Before a valence-density map of an intermetallic is used to pick out electron-poor atoms, it must be decided whether one density threshold can serve for every element. In Y₆Al₂Sb it can't. At about 0.7 Å from a Y nucleus the map shows roughly 2 e/Å³, at the same distance from Al it shows a tenth of that or less, and between most neighbours it settles near 0.1 e/Å³. Yet Al is an atom that has gained electrons, so a single threshold applied near the nuclei would pick the wrong atom as electron-poor.

Unrelaxed Y₆Al₂Sb, computed with Ansatz 0.2.0 using PBE, plane waves and PAW datasets, scalar-relativistic and without spin polarisation, with a 420 eV cutoff, a 5×5×9 k-mesh and Fermi–Dirac smearing of 0.1 eV. Density and ELF are smooth PAW valence fields, which differ from the true ones inside the spheres (radius 1.396 Å). Contacts are numbered by increasing length.

```
  contact  distance from the first atom (Å)  inside a PAW sphere  valence density (e/Å³)   ELF
 Y–Sb (1)                              0.60                  yes                    2.65  0.85
 Y–Sb (1)                              0.90                  yes                   0.883  0.65
 Y–Sb (1)                              1.20                  yes                   0.276  0.16
 Y–Sb (1)                              1.50                   no                   0.236  0.36
 Y–Sb (1)                              1.80                  yes                   0.371  0.53
 Y–Sb (1)                              2.10                  yes                   0.775  0.36
 Y–Sb (1)                              2.40                  yes                    3.16  0.13
 Al–Y (2)                              0.68                  yes                   0.149  0.33
 Al–Y (2)                              1.02                  yes                   0.185  0.73
 Al–Y (2)                              1.36                  yes                   0.141  0.67
 Al–Y (2)                              1.69                   no                   0.110  0.33
 Al–Y (2)                              2.03                  yes                   0.134  0.09
 Al–Y (2)                              2.37                  yes                   0.485  0.47
 Al–Y (2)                              2.71                  yes                    2.12  0.86
  Y–Y (3)                              0.74                  yes                    1.71  0.84
  Y–Y (3)                              1.11                  yes                   0.312  0.30
  Y–Y (3)                              1.48                   no                   0.100  0.10
  Y–Y (3)                              1.85                   no                   0.081  0.19
  Y–Y (3)                              2.22                   no                   0.098  0.09
  Y–Y (3)                              2.59                  yes                   0.306  0.27
  Y–Y (3)                              2.96                  yes                    1.69  0.83
Al–Al (4)                              0.77                  yes                   0.147  0.37
Al–Al (4)                              1.16                  yes                   0.135  0.58
Al–Al (4)                              1.54                   no                   0.089  0.43
Al–Al (4)                              1.93                   no                   0.074  0.34
Al–Al (4)                              2.31                   no                   0.089  0.43
Al–Al (4)                              2.70                  yes                   0.135  0.58
Al–Al (4)                              3.08                  yes                   0.147  0.37
```

The simple pattern is easiest to see on the Y–Y line, where both ends are the same element. The valence density falls steeply away from each nucleus and flattens in the middle. The steep part belongs to an inner shell of Y, 4s4p, which this calculation treats among the valence electrons. The flat part comes from the outer electrons, which are spread through the metal.

An atomic shell fades roughly exponentially with distance. Two shells at the ends of a contact of length $L$, added to a constant background, give

$$\rho(r)=b+A\left[e^{-\kappa r}+e^{-\kappa (L-r)}\right],$$

where $\rho$ is the valence density and $r$ the distance from the first atom. The background $b$, the strength $A$ and the decay rate $\kappa$ were fitted to the seven Y–Y points, which are nearly mirrored and so amount to about four distinct ones. The close match on that line is therefore a weak test. The real test is to carry the curve, unchanged, to the other three contacts.

Take the point 2.37 Å along the Al–Y line, which played no part in the fit. It lies $3.389-2.37\approx1.019$ Å from Y. With $\kappa=5.146$ Å⁻¹ the exponent is $5.146\times1.019\approx5.24$, and $e^{-5.24}\approx0.0053$. Multiplied by $A=74$ e/Å³ this gives 0.39, and the background of 0.065 brings it to 0.46 e/Å³; the tail from the far end is negligible. The calculation gives 0.485, so the estimate is 6 % below the computed value.

The same curve fails at the other end of the same contact. At 1.02 Å from Al it again asks for about 0.45 e/Å³, but the computed density is 0.185. Closer in, at 0.68 Å, the computed density is only 6 % of the curve. The Al–Al line repeats the break at both ends, with about 10 % of the curve at the innermost points and about half of it at 1.16 Å. From 1.36 Å outward, both Al lines stay within about a quarter of the curve up to their far ends, except where the second Al atom of the Al–Al line brings the break back.

The cause is the size of the shell beneath the outer electrons. In Y the 4s4p shell is full and reaches out to about 1 Å, so it dominates the density there. In Al the next shell down, 2s2p, is held much more tightly and is frozen into the core, so that only 3s and 3p electrons appear in the map. These outer electrons have to stay orthogonal to the core, which keeps much of their density away from the nucleus. On the Al–Y line the density even rises by about a quarter between 0.68 and 1.02 Å from Al, where the pattern demands a steep fall.

Part of this break is a matter of which electrons are counted, and part is real atomic structure. Slater's rule puts the frozen 2s2p density at 0.68 Å from Al at the order of 0.1 e/Å³, comparable to what the map shows there, and far lower at 1.02 Å. A map that counts these electrons too would thus be expected to lose the inward dip. It would still leave Al well below Y at both of these distances, because a compact shell can't fill the space that the 4s4p shell of Y occupies. The exact depth of the dip shouldn't be read as a property of the true density in any case, since the plotted field is smoothed inside the PAW spheres.

The electron localisation function, ELF, shows the same difference in shells. It is high where a shell holds its electrons as localised pairs and low at the border between two shells. On the Al–Y line it drops to 0.09 at 1.36 Å from Y, where the inner shell gives way to the outer electrons. At 1.02 Å from Al it is 0.73, inside the only shell that is counted there. Both points lie inside PAW spheres, where the plotted ELF is smoothed too, so the contrast counts and not the exact values.

A tempting reading of the thin region is that Al has handed its electrons to its neighbours. Dividing the density into atomic basins by Bader's method gives the opposite result: each Al gains about 1.7 electrons, while each Y loses about 0.9. Projection onto atomic orbitals agrees on the direction for Al but gives a much smaller gain, so the size of the transfer depends on the definition. For the practical decision the direction is enough. Charge has to be judged from a sum over the whole atom, not from the density at one point near its nucleus.

A second, milder break points upward. In the middle of the Y–Sb contact, at 1.50 Å, the computed density is 1.8 times the curve, and at 1.80 Å, nearer to Sb, it is still 1.6 times the curve. Close to the Sb nucleus, by contrast, the curve made for Y works to within 8 %. At 0.60 Å from Y itself, closer in than any fitted point, the computed density is only 77 % of the curve, because it no longer climbs at the fitted rate. The match near Sb is therefore partly accidental. It reflects a roughly similar reach of two different shells, 4d in Sb and 4s4p in Y, and isn't a general rule for heavy atoms.

The likely source of the excess is the outer 5s5p shell of Sb, which lies outside its 4d shell and overlaps with the electrons of Y. The density is higher on the Sb side: at 1.20 Å from Sb it is 0.371 e/Å³, against 0.276 at the same distance from Y. The ELF at these two points is 0.53 and 0.16, which fits an outer shell around Sb and a border between shells around Y. Closer to Sb this reading of the ELF fails: at 0.60 Å from the nucleus it is only 0.13, although the density there, ascribed to the 4d shell, is the highest in the table. A low ELF alone therefore doesn't prove a border between shells. How much of the excess is due to the element and how much to the contact being the shortest of the four can't be separated here, because both change together. The cell was also made by swapping elements in a given structure and is unrelaxed, and the computed forces push the Y atoms of this contact away from Sb, so letting the atoms move in a fixed cell would probably lengthen it and thin out its middle. The computed stress, however, favours a smaller cell, which works the other way.

For reading such maps, the useful question at each atom is which shell supplies the density at the chosen distance. Around Y, where a wide inner shell is counted, the density climbs about tenfold for every 0.45 Å towards the nucleus once it stands clear of the background, though the climb eases closest in. A more tightly bound shell would give a steeper climb over a shorter range. Around Al, where only outer electrons are counted, the density at the distances in the table stays within about a factor of two of its level between the atoms. The printed analysis below gives the curve and its misses point by point.

Numerical output:

```
fit of rho on 7 rows (yy): constant 0.06491 +/- 0.0018, coefficient of exp(-s*r) + exp(-s*d2) 74.05 +/- 0.15, s 5.146; rms 0.0029, worst Y–Y (3) -0.00528, leave-one-out rms 0.00489
  rows outside the fit (model, value, miss): Y–Sb (1) 3.443, 2.65, 0.793; Y–Sb (1) 0.7878, 0.883, -0.0952; Y–Sb (1) 0.226, 0.276, -0.05; Y–Sb (1) 0.1306, 0.236, -0.105; Y–Sb (1) 0.2252, 0.371, -0.146; Y–Sb (1) 0.7841, 0.775, 0.00915; Y–Sb (1) 3.426, 3.16, 0.266; Al–Y (2) 2.303, 0.149, 2.15; Al–Y (2) 0.4544, 0.185, 0.269; Al–Y (2) 0.1347, 0.141, -0.00629; Al–Y (2) 0.08911, 0.11, -0.0209; Al–Y (2) 0.135, 0.134, 0.00105; Al–Y (2) 0.4564, 0.485, -0.0286; Al–Y (2) 2.315, 2.12, 0.195; Al–Al (4) 1.473, 0.147, 1.33; Al–Al (4) 0.2543, 0.135, 0.119; Al–Al (4) 0.09219, 0.089, 0.00319; Al–Al (4) 0.07218, 0.074, -0.00182; Al–Al (4) 0.09139, 0.089, 0.00239; Al–Al (4) 0.2582, 0.135, 0.123; Al–Al (4) 1.43, 0.147, 1.28
computed density over common curve, Y-Sb line from Y to Sb: Y–Sb (1) 0.7697, Y–Sb (1) 1.121, Y–Sb (1) 1.221, Y–Sb (1) 1.808, Y–Sb (1) 1.647, Y–Sb (1) 0.9883, Y–Sb (1) 0.9224
computed density over common curve, Al-Y line from Al to Y: Al–Y (2) 0.0647, Al–Y (2) 0.4072, Al–Y (2) 1.047, Al–Y (2) 1.234, Al–Y (2) 0.9922, Al–Y (2) 1.063, Al–Y (2) 0.916
computed density over common curve, Al-Al line: Al–Al (4) 0.09977, Al–Al (4) 0.5309, Al–Al (4) 0.9654, Al–Al (4) 1.025, Al–Al (4) 0.9738, Al–Al (4) 0.5228, Al–Al (4) 0.1028
Al-Y line, density 0.68 A from Y over that 0.68 A from Al: 14.23
Al-Y line, density 1.02 A from Y over that 1.02 A from Al: 2.622
Al-Y line, density 1.36 A from Y over that 1.36 A from Al: 0.9504
Y-Sb line, density 0.60 A from Sb over that 0.60 A from Y: 1.192
rise of density from 0.68 to 1.02 A from Al on the Al-Y line, percent: 24.16
distance from Y of the lowest ELF on the Al-Y line, A: 1.359
distance from Sb of the point at 1.80 A on the Y-Sb line, A: 1.201
rough uncounted Al 2s2p density 0.68 A from Al, e/A^3: 0.1847
rough uncounted Al 2s2p density 1.02 A from Al, e/A^3: 0.00141
```
